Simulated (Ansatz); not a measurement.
## C5H8O2 (acetylacetone (keto form)): the electronic atomisation energy, rung by rung

The species is C5H8O2 (15 atoms), meant as a singlet with charge 0. SMILES: `CC(=O)CC(C)=O`. The coordinates come from a PBE0-D4/def2-TZVP relaxation. This is one conformer, not always the lowest.

Each level gives the electronic atomisation energy (eV). The values are calculated. Electronic energies at fixed atoms, without zero-point motion or spin-orbit coupling.

```tsv
level	kind	program	value (eV)	less CCSD(T)/6-31G*	CPU time (all runs)
HF/6-31G* (spherical functions)	Hartree–Fock	Ansatz	48.17	-13.26	8.7 s
SVWN5/6-31G* (spherical functions)	LDA	Ansatz	77.64	+16.21	10 s
BLYP/6-31G* (spherical functions)	GGA	Ansatz	66.65	+5.22	17 s
PBE/6-31G* (spherical functions)	GGA	Ansatz	68.96	+7.53	16 s
revPBE/6-31G* (spherical functions)	GGA	Ansatz	66.46	+5.03	16 s
r2SCAN/6-31G* (spherical functions)	meta-GGA	Ansatz	67.03	+5.60	30 s
MP2/6-31G* (spherical functions)	perturbation theory	Ansatz	62.73	+1.30	11 s
CCSD(T)/6-31G* (spherical functions)	coupled cluster or CI	Ansatz	61.43	0.00	95 s
```

Differences are taken from CCSD(T)/6-31G* (spherical functions) for orientation; it has basis-set and higher-order errors of its own. The values span 48.17 to 77.64 eV. Times are those of the runs behind each value, whatever else they computed, on shared processors of several kinds: orders of magnitude only.

Hartree–Fock falls 13.26 eV below CCSD(T) because forming the C–C, C–H and C=O bonds pairs electrons that were unpaired in the open-shell atoms, and the correlation gained within those pairs is missing. LDA errs the other way: its local exchange penalises the free atoms more than the smoother molecular density. Gradient corrections stabilise the atoms preferentially and remove much of this overbinding, more so in revPBE than in PBE, whose exchange enhancement is weaker. MP2 lies close to CCSD(T), slightly above it, probably because second order exaggerates pair correlation in the carbonyl groups.

The excess of BLYP, revPBE and r2SCAN over CCSD(T) should not be read as overbinding of that size. A small basis without higher angular functions recovers too little of the molecule's extra correlation, so the coupled-cluster value is very probably well below its basis-set limit, whereas density functionals converge faster. The strong overbinding by LDA is secure, but the differences from CCSD(T) do not rank the gradient-corrected functionals by accuracy.
